# Naming the sites of a mixed oxide from their electrons

Tungsten can give up six electrons in its oxides and titanium only four, so it is tempting to read the most positive site of a mixed oxide as tungsten. The five sites below test that habit. They belong to one cell of Ti₂WO₄, an invented arrangement of atoms, and each is to be named from its charge, shell populations and volume. An element symbol counts as the answer, not as evidence.

The candidates are:

- site 7, oxygen with two titanium neighbours and one tungsten
- site 5, oxygen with four titanium neighbours
- site 4, oxygen with four titanium neighbours and one tungsten
- site 1, titanium with six oxygen neighbours
- site 3, tungsten with three oxygen neighbours

Ti₂WO₄ (7-atom cell, fixed atoms) computed with Ansatz 0.2.0 using scalar-relativistic PBE, plane waves and PAW, without spin polarisation. The cutoff is 420 eV, the k mesh 6×12×6 and the Gaussian smearing 0.1 eV. Positive Bader charges mean electrons lost; s, p and d electrons are Loewdin populations summed over each atom's shells, inner ones in the datasets included. Candidates: 7, 5, 4, 1, 3.

| row | bader charge (e) | s electrons (e) | p electrons (e) | d electrons (e) | bader volume (Å³) |
| --- | --- | --- | --- | --- | --- |
| A | 1.795 | 2.397 | 5.989 | 2.646 | 8.710 |
| B | 1.197 | 2.669 | 5.983 | 4.542 | 16.730 |
| C | -1.296 | 1.728 | 4.916 | 0.000 | 10.240 |
| D | -1.248 | 1.756 | 4.918 | 0.000 | 12.910 |
| E | -1.141 | 1.747 | 4.820 | 0.000 | 12.710 |

The Bader charge comes from cutting the electron density into one region per atom, along the surfaces where the density is lowest between neighbours. The Bader volume is the size of that region. The s, p and d electrons are Loewdin populations, which assign electrons to atomic orbitals instead of regions of space.

## The metals: count electrons before reading charges

C, D and E are negative, so they are the oxygens. For A and B the useful limiting case is the neutral atom. In the shells listed here, which include filled inner s and p shells, neutral titanium brings 12 electrons and neutral tungsten 14. Adding the three population columns gives 11.0 electrons for A and 13.2 for B.

If B were titanium, it would hold about 1.2 electrons more than the neutral atom and would be an anion. Its Bader charge is clearly positive, so B must be tungsten. The count for A alone would also allow a tungsten atom that had lost three electrons, but only one tungsten is on offer. A is therefore titanium.

The tempting reading fails: titanium carries 1.80 e and tungsten only 1.20 e. The cell is poor in oxygen: four oxygens can accept eight electrons, while the three metals could give fourteen. Not every metal can reach its highest state, and titanium, the more electropositive one, is expected to be oxidised first. The number of oxygen neighbours fits this picture. Shared equally among the oxygen contacts, the charge comes to 0.30 e per contact for titanium and 0.40 e for tungsten. Tungsten gives more per contact but has half as many contacts. Its close tungsten neighbours along the short cell edge may also help it to keep electrons, but that is a guess, and titanium has like neighbours at the same distance.

## The oxygens: between two limits

In the fully ionic limit every oxygen takes two electrons and closes its shell. All oxygens then have the same charge, whatever surrounds them. In the opposite limit every metal contact hands over a fixed share, and the charge simply counts contacts. The shares found for A and B turn this second limit into an estimate of the oxygen charge $q$, in units of e:

$$
\begin{aligned}
q_{\text{site 4}} &= -(4\times 0.30+0.40) = -1.6\\
q_{\text{site 5}} &= -(4\times 0.30) = -1.2\\
q_{\text{site 7}} &= -(2\times 0.30+0.40) = -1.0
\end{aligned}
$$

No oxygen charge entered these lines. The cell is neutral, however, so the average over all its oxygens comes out right by construction, and only the order and the spread test the idea.

The estimate makes site 7 the least negative oxygen, and in the table that is E. To change places with site 5, site 7 would need a tungsten contact worth two titanium contacts, and the shares are far from that. The p population confirms that E is the least negative oxygen, since it holds about 0.1 electron less in its p shell than C or D. That this oxygen is site 7 rests on the fixed shares alone, and an oxygen with few neighbours usually has shorter, stronger contacts, which would narrow the gap. E as site 7 is likely but not certain.

C and D are harder. The estimate separates sites 4 and 5 by 0.4 e, but the Bader charges of C and D differ by only 0.05 e. The Loewdin populations even reverse the order and give D slightly more electrons than C. A difference whose sign depends on how the density is divided can't settle an assignment.

The volume is a better guide. The Bader regions together fill the whole cell, so an atom with an open side also claims the space there, while an atom enclosed by neighbours is cut short. C has 10.2 Å³ and D 12.9 Å³, which points to C as the oxygen with five metal neighbours. Volume is no general counter of neighbours, though, because E has fewer neighbours than D and yet about the same volume.

The verdict is that A and B are sure, E as site 7 is likely, and C as site 4 and D as site 5 are probable.

The rows with their labels:

| row | bader charge (e) | element | s electrons (e) | p electrons (e) | d electrons (e) | bader volume (Å³) |
| --- | --- | --- | --- | --- | --- | --- |
| 1 | 1.795 | Ti | 2.397 | 5.989 | 2.646 | 8.710 |
| 2 | 1.818 | Ti | 2.391 | 5.989 | 2.627 | 8.840 |
| 3 | 1.197 | W | 2.669 | 5.983 | 4.542 | 16.730 |
| 4 | -1.296 | O | 1.728 | 4.916 | 0.000 | 10.240 |
| 5 | -1.248 | O | 1.756 | 4.918 | 0.000 | 12.910 |
| 6 | -1.125 | O | 1.757 | 4.807 | 0.000 | 12.500 |
| 7 | -1.141 | O | 1.747 | 4.820 | 0.000 | 12.710 |

## Why the fifth neighbour adds so little

The labels confirm all five assignments, including the uncertain ones. The contact estimate has the Bader order right but the size wrong. From site 4 to site 7 it predicts a spread of 0.60 e, and the calculation gives 0.155 e, about a quarter of that. The oxygen charges are nearly level, as in the ionic limit, but none comes near −2, so the levelling is no proof of ionic bonding. What it shows is that the contacts don't carry equal shares.

Two effects can explain this levelling. Each electron added to an oxygen repels those already there, so the next portion of charge costs more energy. An oxygen with many neighbours also holds each of them less tightly. The titanium contacts are 2.13 and 2.16 Å long at site 4, 2.06 and 2.07 Å at site 5 and 1.99 Å at site 7. The tungsten contact follows suit, 2.01 Å at site 4 and 1.91 Å at site 7. The lengthening is a fact of the geometry; that a longer contact passes on less charge is an inference from general bonding chemistry. The expected size is large. By the usual bond-valence rule a contact weakens by a factor e for about every 0.37 Å, so a titanium contact at site 4 should carry about a third less than one at site 7. Shares weighted in this way are expected to remove most of the excess spread. The two effects are probably not independent, because in a relaxed cell the longer contacts are likely to be how an oxygen with many neighbours avoids taking too much.

## What to do with site charges

To identify a metal, compare its electron count with the neutral atom of each candidate, and only then interpret its charge. Here the count ruled out titanium for B, and A followed by elimination. The charge reflects the surroundings as well as the element. It isn't an oxidation state either.

For the oxygens of this cell, count the titanium neighbours first. Site 6, which was not in the puzzle, has the same kinds of neighbours as site 7, so its charge should be close to −1.14 e; the table gives −1.125 e. Trust an order between similar sites only if both ways of dividing the electrons show it. The step from four titanium neighbours to two passes this test for all four oxygens, while the order of sites 4 and 5 fails it.

More care is needed with the two titanium sites, whose charges differ by only 0.02 e. It would be easy to conclude that they share their d electrons evenly. But the cell comes out metallic in a calculation that excluded magnetism on every site, and PBE tends to spread titanium d electrons too widely. A spin-polarised run, or one that corrects this tendency, could distribute them less evenly. The printed output below lists the electron counts, contact shares and distances used here.

Printed output of the fit:

```
Electron count of each site:
  row  Loewdin electrons  neutral atom  Loewdin charge (e)  Ti neighbours of O  W neighbours of O
    1              11.03            12               0.968                   0                  0
    2              11.01            12               0.993                   0                  0
    3              13.19            14               0.806                   0                  0
    4              6.644             6              -0.644                   4                  1
    5              6.674             6              -0.674                   4                  0
    6              6.564             6              -0.564                   2                  1
    7              6.567             6              -0.567                   2                  1
Loewdin charge of the W site if it were taken for Ti (e): -1.194
d electrons, W (row 3) less Ti (row 1) (e): 1.896
Bader charge, Ti (row 1) less W (row 3) (e): 0.598
Bader volume ratio, W (row 3) to Ti (row 1): 1.921
Bader charge per O contact, mean of Ti (e): 0.3011
Bader charge per O contact, W (e): 0.399
Bader charge, O row 5 less O row 4 (e): 0.048
Bader charge, O row 7 less O row 5 (e): 0.107
Loewdin charge, O row 5 less O row 4 (e): -0.03
p electrons, O row 4 less O row 7 (e): 0.096
p electrons, O row 5 less O row 4 (e): 0.002
Bader volume, O row 5 less O row 4 (cubic angstrom): 2.67
Equal-share estimate of charge, O row 4 (e): -1.603
Equal-share estimate of charge, O row 5 (e): -1.204
Equal-share estimate of charge, O row 7 (e): -1.001
Spread of estimate, O row 7 less O row 4 (e): 0.6022
Spread of computed Bader charge, O row 7 less O row 4 (e): 0.155
Bader charge, Ti row 2 less Ti row 1 (e): 0.023
Bader charge, O row 6 less O row 7 (e): 0.016
Distance O row 4 to Ti row 1, twice (angstrom): 2.129
Distance O row 4 to Ti row 2, twice (angstrom): 2.161
Distance O row 4 to W (angstrom): 2.01
Distance O row 5 to Ti row 1, twice (angstrom): 2.074
Distance O row 5 to Ti row 2, twice (angstrom): 2.057
Distance O row 7 to Ti row 2, twice (angstrom): 1.994
Distance O row 7 to W (angstrom): 1.91
```
